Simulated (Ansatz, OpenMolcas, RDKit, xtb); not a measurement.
## A ladder of methods for C2H6AlCl (dimethylaluminum chloride)

C2H6AlCl: 10 atoms, total charge 0, spin state singlet. SMILES: `[CH3][Al]([CH3])[Cl]`. The shape is that of a PBE0-D4/def2-TZVP optimisation.

Each level gives the HOMO–LUMO gap (eV). The values are calculated.

```tsv
level	kind	program	value (eV)	CPU time
extended Hückel	semi-empirical	RDKit	8.06	under 2 s
GFN0-xTB	semi-empirical	xtb	4.62	under 2 s
HF/cc-pVDZ	Hartree–Fock	Ansatz	13.09	4.4 s
SVWN5/cc-pVDZ	LDA	OpenMolcas	5.03	29 s
revPBE/cc-pVDZ	GGA	OpenMolcas	5.18	36 s
r2SCAN/cc-pVDZ	meta-GGA	OpenMolcas	5.77	47 s
r2SCAN0/cc-pVDZ	hybrid meta-GGA	Ansatz	7.60	20 s
wB97M-V/cc-pVDZ	range-separated hybrid	Ansatz	11.05	1.7 min
B2PLYP/cc-pVDZ	double hybrid	OpenMolcas	9.40	23 s
```

The values span 4.62 to 13.09 eV. Orbital gaps aren't excitation energies, and those of double hybrids come from the SCF part alone; they tend to grow with the share of exact exchange. Times are those of the runs behind each value, whatever else they computed, on shared processors of several kinds: orders of magnitude only.

The gap widens steadily from SVWN5 through revPBE and r2SCAN to r2SCAN0, B2PLYP, wB97M-V and finally Hartree–Fock. In a semi-local functional, occupied and empty orbitals feel much the same potential, whereas exact exchange lowers the occupied levels and leaves the empty ones nearly as they would be for an added electron. wB97M-V lies above B2PLYP because its exchange becomes fully exact at long range. Extended Hückel, at 8.06 eV, falls among the hybrids without containing any explicit exchange, so its position there says nothing about accuracy.

Chemically, the frontier pair probably consists of a chlorine lone pair or Al–C bonding orbital and the largely empty out-of-plane 3p orbital of three-coordinate aluminium, the seat of its Lewis acidity. Donation from the chlorine lone pair into that orbital is weak. The gaps describe the monomer only and shouldn't be carried over to the chlorine-bridged dimer, the usual form of the compound, in which this acceptor orbital is engaged in bonding.
